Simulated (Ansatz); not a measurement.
## Isomers of C2H6InO

2 of its isomers, all doublets with charge 0: A = `[CH2][In]([CH3])[OH]`; B = `C[CH2][In][OH]`.

Shapes, held fixed at every level: PBE0-D4/def2-TZVP. Flexible molecules stand in one conformer, not always the lowest. Programs: Ansatz 0.2.0.

A:

```xyz
10

C    -1.5684    1.3086   -0.6764
In    0.1022    0.1072   -0.1954
C     0.5421   -1.3178    1.3285
O     1.6471    0.3411   -1.4476
H    -1.5761    1.9843   -1.5280
H    -2.4924    1.3114   -0.1043
H    -0.0745   -2.2087    1.2006
H     1.5926   -1.5972    1.2565
H     0.3429   -0.9019    2.3167
H     1.4844    0.9731   -2.1506
```

B:

```xyz
10

C    -1.1293    0.4526   -0.0189
C    -0.4171   -0.5491    0.8658
In    1.5192   -1.1609   -0.0894
O     2.1310    0.4016   -1.2129
H    -1.4522    0.0077   -0.9631
H    -2.0277    0.8387    0.4782
H    -0.4944    1.3060   -0.2646
H    -0.9907   -1.4564    1.0544
H    -0.1036   -0.1270    1.8239
H     2.9648    0.2868   -1.6734
```

Electronic energies in kJ/mol, without zero-point or thermal terms.

```tsv
level	kind	B − A
HF/def2-SVP	Hartree–Fock	-92.1
HF/def2-TZVPP	Hartree–Fock	-81.0
SPW92/def2-TZVPP	LDA	-149.1
r2SCAN-D4/def2-TZVPP	meta-GGA	-115.1
wB97M-V/def2-TZVPP	range-separated hybrid	-112.7
B2PLYP/def2-TZVPP	double hybrid	-117.9
MP2/def2-SVP	perturbation theory	-123.1
MP2/def2-TZVPP	perturbation theory	-110.9
```

MP2/def2-TZVPP puts B lowest of these. All levels agree on that. The B − A difference spans -149.1 to -81.0 kJ/mol over the levels. Open shells run unrestricted unless RO is named. For atoms past krypton def2 sets carry core potentials with scalar relativity. Correlated rows may include outer-core shells of In, which these sets cover unevenly.

The ethylindium hydroxide radical B lies well below its methylene isomer A at every level, so the ordering is secure even though the size of the gap is not. Both isomers have the same number of C–H, O–H and In–O bonds; what changes is that B has a C–C bond where A has a second In–C bond. Carbon's compact orbitals overlap far better with each other than with the diffuse 5s and 5p orbitals of indium, which favours B.

The unpaired electron also moves. In A it sits formally on the CH2 carbon beside In(III), whereas in B it sits on a two-coordinate In(II) centre. The bent C–In–O unit and longer In–C bond of B suggest a radical orbital with substantial 5s character, leaving more 5p character in the bonds. Hartree–Fock gives the smallest preference, probably because it misses correlation that stabilises the C–C bond more than the In–C bond. The energy difference says nothing about how readily A would rearrange, since that requires forming the C–C bond through a barrier not examined here.
